**Student:** I have the ring-polymer instanton rate written down, but I can't see where the prefactor comes from, why the saddle has exactly one unstable direction, or how many beads H + CH$_4$ needs at 200 K.

**Lecturer:** Then we derive it. Take one coordinate $x$, mass $m$, a smooth single barrier $V(x)$ with $V''=-m\omega_b^2$ at the top, $\beta=1/k_BT$, an even number $N$ of beads, $\beta_N=\beta/N$ and an imaginary-time step $\epsilon=\beta_N\hbar$. There are three premises.

1. The partition function is discretised by the symmetric Trotter splitting.
2. The rate is $kZ_r=(2/\beta\hbar)\,\mathrm{Im}\,Z$, with $Z_r$ the reactant partition function and $Z$ continued analytically past the barrier.
3. The bead integral is done by steepest descent, which is the leading order in $\hbar$ at fixed $\beta\hbar$.

**Student:** The second looks like a trick.

**Lecturer:** For a metastable well it has a plain origin. A level that decays at rate $k_n$ has energy $E_n-i\hbar k_n/2$, so $Z=\sum_n e^{-\beta E_n}(1+i\beta\hbar k_n/2)$ to first order, and the thermal average of $k_n$ is $2\,\mathrm{Im}Z/(\beta\hbar Z_r)$. A bimolecular reaction has no such levels, so there I assume it, and later show that the result coincides with the semiclassical flux formula, which needs no well.

### The ring polymer and its stationary points

**Lecturer:** Write $e^{-\beta\hat H}$ as $N$ factors $e^{-\beta_N\hat V/2}e^{-\beta_N\hat p^2/2m}e^{-\beta_N\hat V/2}$, insert position states, and use the free propagator $(m/2\pi\beta_N\hbar^2)^{1/2}\exp[-m(x'-x)^2/2\beta_N\hbar^2]$. With $x_{N+1}=x_1$,

$$Z_N=\Big(\frac{m}{2\pi\beta_N\hbar^2}\Big)^{N/2}\!\int\! d^Nx\,e^{-\beta_NU_N},\qquad U_N=\sum_{i=1}^N\Big[\frac{m(x_{i+1}-x_i)^2}{2\epsilon^2}+V(x_i)\Big].\tag{1}$$

Setting $\partial U_N/\partial x_i=0$ gives

$$x_{i+1}-2x_i+x_{i-1}=\epsilon^2V'(x_i)/m.\tag{2}$$

This is the Störmer–Verlet step for $m\ddot x=+V'(x)$, motion on the inverted potential, which conserves $E=V-m\dot x^2/2$. The Hessian is $(m/\epsilon^2)\mathbf J$, where $\mathbf J$ has diagonal $2+\epsilon^2V''(x_i)/m$ and $-1$ between cyclic neighbours. I write its eigenvalues as $\epsilon^2\eta_k^2$, so $\eta_k$ is a frequency and $\eta_k^2$ may be negative.

**Student:** All beads on the barrier top solves (2). Why isn't that the answer?

**Lecturer:** At high temperature it is. There $\mathbf J$ is circulant, the eigenvectors are $e^{2\pi ijk/N}$, and

$$\eta_k^2=\frac{4}{\epsilon^2}\sin^2\frac{\pi k}{N}-\omega_b^2 .$$

The mode $k=0$ is always unstable. The pair $k=\pm1$ is the next lowest, and it turns unstable when $2\sin(\pi/N)=\epsilon\omega_b$, that is at

$$\beta\hbar\omega_b=2N\sin\frac{\pi}{N}=2\pi\Big(1-\frac{\pi^2}{6N^2}+\dots\Big).\tag{3}$$

Below that temperature the collapsed ring has index three or more, and (2) has an extended solution: the beads sample a periodic orbit that runs between the turning points $V=E$ and folds back, with period $\mathcal T(E)=\beta\hbar$. That is the instanton. The discrete springs are softer than the continuum ones, so the finite-$N$ crossover lies above $T_c=\hbar\omega_b/2\pi k_B$.

### The rate

**Lecturer:** Grant for now that the instanton has one negative eigenvalue and one zero eigenvalue. Expand in orthonormal mode amplitudes $c_k$, with unit Jacobian, and give each mode one factor $(m/2\pi\beta_N\hbar^2)^{1/2}$ from (1).

A stable mode gives $\int dc\,e^{-\beta_Nm\eta^2c^2/2}=(2\pi/\beta_Nm\eta^2)^{1/2}$, and with its factor, $1/(\beta_N\hbar\eta)$.

Along the unstable mode the integral comes up the real axis from the reactant side, where it is real and builds $Z_r$. At the saddle the contour must turn into one descending branch, $c=iy$ with $y>0$. That is half a Gaussian, and it gives $\tfrac{i}{2}\,/(\beta_N\hbar|\eta|)$.

The zero mode is a shift of the time origin. Let $x_i(s)=x((i+s)\epsilon)$. As $s$ runs over $[0,N)$ the configuration traces a closed loop in bead space on which $U_N$ is constant. The line element is $dc=\bar B^{1/2}ds$ with $\bar B=\epsilon^2\sum_i\dot x_i^2$, constant on the loop, so the loop has length $N\bar B^{1/2}$. In practice one replaces $\bar B$ by the finite difference $B_N=\sum_i(x_{i+1}-x_i)^2$.

**Student:** Reversing the bead order gives another stationary ring. Shouldn't that double it?

**Lecturer:** The orbit retraces itself, so reversal equals a shift and lies on the same loop. Now collect: $(2/\beta\hbar)\times\tfrac12\times N=1/\beta_N\hbar$, and

$$kZ_r=\frac{1}{\beta_N\hbar}\sqrt{\frac{mB_N}{2\pi\beta_N\hbar^2}}\;e^{-\beta_NU_N}\,{\prod_k}'\frac{1}{\beta_N\hbar|\eta_k|},\tag{4}$$

where the prime drops the zero mode and keeps the other $N-1$, the unstable one included. This is the form given by Richardson and Althorpe in 2009.

### The index

**Student:** You said "grant". The usual argument is that $\dot x$ has nodes, so a lower state exists. That gives at least one negative mode. Why only one?

**Lecturer:** That argument is incomplete, and the answer carries a condition. Take $N\to\infty$, where $\mathbf J/\epsilon^2$ becomes $L=-d^2/d\tau^2+V''(x(\tau))/m$ on periodic functions. Put $\tau=0$ at the left turning point $a(E)$ and $\tau=\mathcal T/2$ at the right one, $b(E)$. The orbit is even in $\tau$, so eigenfunctions are odd or even, which means Dirichlet or Neumann conditions on $[0,\mathcal T/2]$.

Differentiating the equation of motion gives $Lu=0$ for $u=\dot x$. It vanishes at both ends and nowhere between, so it is the Dirichlet ground state. The odd sector has one zero eigenvalue and the rest positive.

For the even sector use $y=\partial x(\tau;E)/\partial E$, which also obeys $Ly=0$, with $\dot y(0)=0$. Since $V(a)=V(b)=E$ and $\dot x=0$ there, $y(0)=1/V'(a)>0$ and $y(\mathcal T/2)=1/V'(b)<0$. Sturm's separation theorem puts exactly one node of $y$ between the two zeros of $u$. Differentiating $\dot x(\mathcal T(E)/2;E)=0$ gives $\dot y(\mathcal T/2)=-\ddot x\,\mathcal T'/2$, and $\ddot x=V'(b)/m<0$, so $\dot y(\mathcal T/2)$ has the sign of $\mathcal T'=d\mathcal T/dE$.

Define the Prüfer angle by $\tan\theta=y/\dot y$, $\theta(0)=\pi/2$. It crosses multiples of $\pi$ upward at nodes, its end value rises with the trial eigenvalue, and the $n$th Neumann eigenvalue is met when the end value is $\pi/2+n\pi$, $n=0,1,\dots$ One node means $\pi<\theta<2\pi$ at the end. If $\mathcal T'<0$, then $y$ and $\dot y$ are both negative, $\theta<3\pi/2$, and only $n=0$ lies below zero. If $\mathcal T'>0$, two do.

**Student:** So the index is one only if the period lengthens as the energy drops.

**Lecturer:** Yes. That is the usual case, and the instanton then grows continuously out of the barrier top at the crossover. Where the period first shortens below the top, the change of mechanism is abrupt and (3) doesn't locate it.

**Student:** At finite $N$ there is no continuous shift, only whole beads.

**Lecturer:** Correct. On the loop $U_N$ has a ripple of period one in $s$. It is the $N$th Fourier harmonic of a function that is analytic along the orbit, so it falls exponentially with $N$. The stationary rings sit at the minima and maxima of the ripple. At a minimum the "zero" eigenvalue is slightly positive and the index is one. At a maximum it is slightly negative and the index is two. One looks for the first kind, and drops that eigenvalue in either case, because a ripple far smaller than $1/\beta_N$ can't confine the integral to a Gaussian.

### The determinant and the continuum limit

**Student:** How do I know that (4) has a limit, and that it is a rate?

**Lecturer:** Evaluate the product. The recurrence $\phi_{i+1}=(J_{ii}-\lambda)\phi_i-\phi_{i-1}$ has a $2\times2$ transfer matrix $\mathbf M(\lambda)$ over one turn, with unit determinant. A periodic solution needs $\det(\mathbf M-\mathbf 1)=2-\mathrm{tr}\,\mathbf M=0$. Both $\det(\mathbf J-\lambda)$ and $\mathrm{tr}\,\mathbf M-2$ are polynomials of degree $N$ with leading term $(-\lambda)^N$ and the same roots, so they are equal. With one zero eigenvalue, $\det{}'\mathbf J=-d\,\mathrm{tr}\,\mathbf M/d\lambda$ at $\lambda=0$.

I need one standard property of (2). With $p_i=m(x_{i+1}-x_i)/\epsilon-\epsilon V'(x_i)/2$ the step is symplectic and time-symmetric, and to every order in $\epsilon$ it follows the flow $\dot x=-\partial_p\tilde E$, $\dot p=\partial_x\tilde E$ of a modified energy $\tilde E=V-p^2/2m+O(\epsilon^2)$ that contains only even powers of $\epsilon$. The beads then lie on a smooth orbit with period $\tilde{\mathcal T}(\tilde E)=N\epsilon$, up to the exponentially small ripple.

Differentiating (2) along the orbit and across orbits gives two solutions at $\lambda=0$, $u_i=\dot x_i$ and $y_i=\partial x_i/\partial\tilde E$. Their Wronskian $w=y_iu_{i+1}-u_iy_{i+1}$ follows from the definition of $p_i$, in which the $V''$ terms cancel:

$$\frac{mw}{\epsilon}=\dot p\,\frac{\partial x}{\partial\tilde E}-\dot x\,\frac{\partial p}{\partial\tilde E}=\frac{d\tilde E}{d\tilde E}=1 .$$

Periodicity, $x(\tau+\tilde{\mathcal T};\tilde E)=x(\tau;\tilde E)$, differentiated with respect to $\tilde E$, gives $y_{i+N}=y_i-\tilde{\mathcal T}'u_i$. Write $\phi=c_1u+c_2y$. The term in $\lambda$ changes $\phi_{i+1}$ by $-\lambda\phi_i$ at fixed $\phi_i$, and solving the two linear conditions gives $\delta c_1=-\lambda y_i\phi_i/w$, $\delta c_2=\lambda u_i\phi_i/w$. To first order

$$\mathbf M=\begin{pmatrix}1&-\tilde{\mathcal T}'\\0&1\end{pmatrix}\Big[\mathbf 1+\frac{\lambda}{w}\sum_i\begin{pmatrix}-u_iy_i&-y_i^2\\u_i^2&u_iy_i\end{pmatrix}\Big],$$

so $\mathrm{tr}\,\mathbf M=2-\lambda\tilde{\mathcal T}'\sum u_i^2/w$ and $\det{}'\mathbf J=m\tilde{\mathcal T}'\bar B/\epsilon^3$. It is negative when the period falls with energy, as one negative mode requires. The product in (4) is $|\det'\mathbf J|^{-1/2}$, and $\beta_N\hbar^2=\epsilon\hbar$, so with $S_N=\epsilon U_N$

$$kZ_r=\big(2\pi\hbar|\tilde{\mathcal T}'|\big)^{-1/2}\,(B_N/\bar B)^{1/2}\,e^{-S_N/\hbar}\;\longrightarrow\;\big(2\pi\hbar|\mathcal T'|\big)^{-1/2}e^{-S/\hbar}.\tag{5}$$

Here $S=\oint(m\dot x^2/2+V)\,d\tau=W+E\mathcal T$ and $W=\oint\sqrt{2m(V-E)}\,|dx|$.

Now the independent route. The flux formula is $kZ_r=(2\pi\hbar)^{-1}\int dE\,P(E)e^{-\beta E}$, with WKB transmission $P=e^{-W/\hbar}$ and $W'=-\mathcal T$. The exponent is stationary at $\mathcal T=\beta\hbar$, with curvature $W''/\hbar=-\mathcal T'/\hbar$. It is a peak only for $\mathcal T'<0$, and the Gaussian gives $(2\pi\hbar)^{-1}(2\pi\hbar/|\mathcal T'|)^{1/2}e^{-S/\hbar}$, which is the limit in (5). The factors $2$, $\tfrac12$ and $N$ are all confirmed, and the index condition returns as the condition for a peak.

### The finite-$N$ error

**Student:** Everyone says $1/N^2$. Error from what, and how big?

**Lecturer:** From the $N\to\infty$ instanton, which is itself an approximation to the quantum rate. There are three pieces in (5).

First the action. Evaluate $S_N$ on a smooth periodic path. The sum of $V(x_i)$ is a trapezoidal rule for a periodic function, with no power-law error. A Fourier component of frequency $\nu$ has spring weight $4\sin^2(\nu\epsilon/2)/\epsilon^2=\nu^2-\nu^4\epsilon^2/12+\dots$, so $S_N[x]=S[x]-(m\epsilon^2/24)\oint\ddot x^2d\tau$. The path moves by $O(\epsilon^2)$, which alters a stationary action only at $O(\epsilon^4)$. Using $m\ddot x=V'$,

$$\delta S=-\frac{\epsilon^2}{24m}\oint V'^2\,d\tau .\tag{6}$$

It is negative, so this piece raises the rate.

Second, the same Fourier weight gives $B_N/\bar B=1-(\epsilon^2/12)\oint\ddot x^2d\tau/\oint\dot x^2d\tau$.

Third, the period. The summand of $S_N$ generates the step, so $S_N$ equals $\oint p\,dx+\tilde E\tilde{\mathcal T}$ up to a term linear in $\tilde{\mathcal T}$. Since $d\oint p\,dx/d\tilde E=-\tilde{\mathcal T}$, the second derivative of $S_N$ with respect to the period at fixed $\epsilon$ is $1/\tilde{\mathcal T}'$. With primes on $S$ meaning $d/d\mathcal T$ at fixed $\epsilon$,

$$\delta\ln(kZ_r)=-\frac{\delta S}{\hbar}+\frac{\delta S''}{2S''}-\frac{\epsilon^2}{24}\frac{\oint\ddot x^2d\tau}{\oint\dot x^2d\tau}+O(\epsilon^4).\tag{7}$$

Each term is proportional to $\epsilon^2=(\beta\hbar/N)^2$, and no odd power can appear, because the step is symmetric.

**Student:** And the other coordinates? The molecule has 18.

**Lecturer:** In mass-weighted coordinates (4) keeps its form, with $B_N$ summed over coordinates too. Overall translation and rotation add six zero modes, which are integrated as partition functions of the ring, leaving $18N-7$ factors. The index proof was one-dimensional, so one must also find the transverse modes stable. For a separable transverse mode of frequency $\omega$, with $u=\beta\hbar\omega$ from here on, the transfer matrix is constant with trace $2\cosh N\vartheta$, where $2\cosh\vartheta=2+(u/N)^2$. Hence

$$Z_N=\frac{1}{2\sinh[N\,\mathrm{arsinh}(u/2N)]},\qquad \delta\ln Z=\frac{u^3}{48N^2}\coth\frac u2 ,\tag{8}$$

the second from $N\,\mathrm{arsinh}(u/2N)=u/2-u^3/48N^2+\dots$ The reactant modes contribute the same with opposite sign if $Z_r$ is taken at the same $N$.

### A model of H + CH$_4$ at 200 K

**Student:** Let me see numbers.

**Lecturer:** With zero-point energy included the abstraction is nearly thermoneutral, so I use a symmetric Eckart barrier $V=V_0\,\mathrm{sech}^2(x/\ell)$, $\omega_b^2=2V_0/m\ell^2$. The inputs are typical values: $V_0=13.3$ kcal/mol for the zero-point-corrected barrier and $\omega_b=1430$ cm$^{-1}$. Giving the corrected barrier the curvature of the bare one is an assumption. Then $\beta\hbar\omega_b=10.29$, $\beta V_0=33.46$, and (3) gives crossovers of 336.0 K for $N=8$, 329.6 K for $N=16$ and $T_c=327.5$ K in the limit. Define $r=T/T_c=0.6108$.

Put $\sigma=\sinh(x/\ell)$. Energy conservation becomes $\dot\sigma^2=\omega_b^2(E/V_0)(V_0/E-1-\sigma^2)$, which is harmonic, so $\mathcal T=\mathcal T_b\sqrt{V_0/E}$ with $\mathcal T_b=2\pi/\omega_b$. Thus $\mathcal T'=-\mathcal T/2E<0$ and the index is one. Setting $\mathcal T=\beta\hbar$ gives $r=\mathcal T_b/\mathcal T$ and $E=r^2V_0=4.96$ kcal/mol. Integrating $W'=-\mathcal T$ down from the top gives $W=2\mathcal T_bV_0(1-r)$, so $S=V_0(2\mathcal T_b-\mathcal T_b^2/\mathcal T)$ and $S/\hbar=\beta V_0(2r-r^2)=28.39$. The reactant is a free particle, whose $Z_r$ per length is exact at any $N$. Dividing (5) by the classical value $e^{-\beta V_0}/2\pi\beta\hbar$,

$$\kappa_\infty=2r\sqrt{\pi\beta V_0}\;e^{\beta V_0(1-r)^2}=12.52\,e^{5.07}=1.99\times10^3 .$$

For (6), $V'^2/m=2V_0\omega_b^2\sigma^2/(1+\sigma^2)^3$ with $\sigma=(r^{-2}-1)^{1/2}\cos\varphi$ and $\varphi$ uniform in time. The average of $\sigma^2/(1+\sigma^2)^3$ follows from derivatives of $\langle(g+A^2\cos^2\varphi)^{-1}\rangle=[g(g+A^2)]^{-1/2}$ at $g=1$ and is $r(1-r^2)(1+3r^2)/8$. Therefore $\delta S=-\epsilon^2V_0\omega_b^2\mathcal T_b(1+2r^2-3r^4)/96$. Using $d^2r^n/d\mathcal T^2=n(n+1)r^n/\mathcal T^2$ and $S''=-2V_0r^2/\mathcal T$, the second term of (7) is $(\epsilon\omega_b)^2r(1-5r^2)/32$. With $m\oint\dot x^2d\tau=W$ the third is $-(\epsilon\omega_b)^2(1+r)(1+3r^2)/192$. Since $\epsilon\omega_b=2\pi/rN$,

$$N^2\,\delta\ln\kappa=\frac{\pi^2\beta V_0(1-r^2)(1+3r^2)}{24r}+\frac{\pi^2(-1+5r-3r^2-33r^3)}{48r^2}=29.9-3.6=26.3 .$$

**Student:** That rests on your modified energy. Does an actual ring agree?

**Lecturer:** Solve (2) for $N=16$, diagonalise $\mathbf J$ and apply (4). There are two symmetric rings, with the turning points on bonds or on beads. The prefactor is $\kappa_N$ without its factor $e^{\beta V_0-\beta_NU_N}$.

| ring | index | near-zero $\eta^2/\omega_b^2$ | $\beta_NU_N$ | prefactor | $\ln(\kappa_N/\kappa_\infty)$ |
|---|---|---|---|---|---|
| bond-centred | 1 | $+0.0040$ | 28.27 | 12.46 | 0.115 |
| bead-centred | 2 | $-0.0040$ | 28.28 | 12.23 | 0.095 |

The two values of $\beta_NU_N$ differ by only 0.001, so the loop is flat. The formula predicts $26.3/16^2=0.103$, and the mean of the two rows is 0.105. The spread between the rows is the ripple, and the small excess of the mean is left to the higher orders.

**Student:** So 64 beads give 0.006 and I'm done.

**Lecturer:** In one dimension. The stiff modes matter more. One C–H stretch of methane, typically near 2900 cm$^{-1}$, correlates with a transition-state stretch near 1800 cm$^{-1}$. If I hold the latter fixed along the instanton, which is crude, then $u=20.86$ and $12.95$, and (8) adds $(45-189)/N^2=-144/N^2$. The model's total is $-118/N^2$: $\delta\ln k=-0.029$ at $N=64$ and $-0.007$ at $N=128$. The sign has reversed. The three spectator stretches, near 3000 cm$^{-1}$, largely cancel against the reactant, but if $Z_r$ were taken at $N\to\infty$ they would add $628/N^2$. Use one $N$ throughout and extrapolate in $1/N^2$.

**Student:** How good is the limit itself?

**Lecturer:** This barrier has an exact transmission, $P=\sinh^2(\alpha z)/[\sinh^2(\alpha z)+\cosh^2(\tfrac12\sqrt{4\alpha^2-\pi^2})]$, with $z=\sqrt{E/V_0}$ and $\alpha=2\pi V_0/\hbar\omega_b=20.44$. The flux integral gives $\kappa=2.24\times10^3$, and the converged instanton is 0.888 of that. More beads can't remove this semiclassical error. The exact value is 1.13 times $\kappa_\infty$ and the index-one ring at $N=16$ gives 1.12 times, a closeness that comes from two unrelated errors cancelling.

### Range of validity

**Lecturer:** Equation (4) needs a temperature below the crossover (3), and far enough below that the Gaussian peak in energy lies under the barrier top. For the Eckart barrier that means $\beta V_0(1-r)^2$ well above one, and here it is 5.07. It needs $d\mathcal T/dE<0$ and stable transverse modes, a single Born–Oppenheimer surface, thermal reactants, and one dominant path apart from symmetry copies, which are counted. The action must be large compared with $\hbar$ and fluctuations about the path nearly harmonic, which fails for floppy modes. Recrossing and interference between successive passes are absent. For an endothermic step the instanton energy must stay above the product threshold. The $1/N^2$ law needs $N$ well above $\beta\hbar\omega$ for the stiffest mode, so the bead count grows at least as $1/T$, and (8) shows that a fixed relative accuracy in a stiff mode needs $N\propto T^{-3/2}$.

**Student:** Can I quote $2\times10^3$ as the tunnelling factor of H + CH$_4$ at 200 K?

**Lecturer:** Only as the model's. As typical knowledge, full-dimensional treatments put the enhancement over harmonic transition-state theory at some hundreds at this temperature, so the model is high by a factor of a few. The true barrier shape, the change of transverse frequencies along the path and the path's curvature all enter the exponent, and a fixed Eckart profile holds none of them. The model's firm results are $\kappa_\infty=1.99\times10^3$, a finite-bead error of $+26.3/N^2$ from the tunnelling coordinate, and a larger one of opposite sign, roughly $-144/N^2$, from the stretch that softens.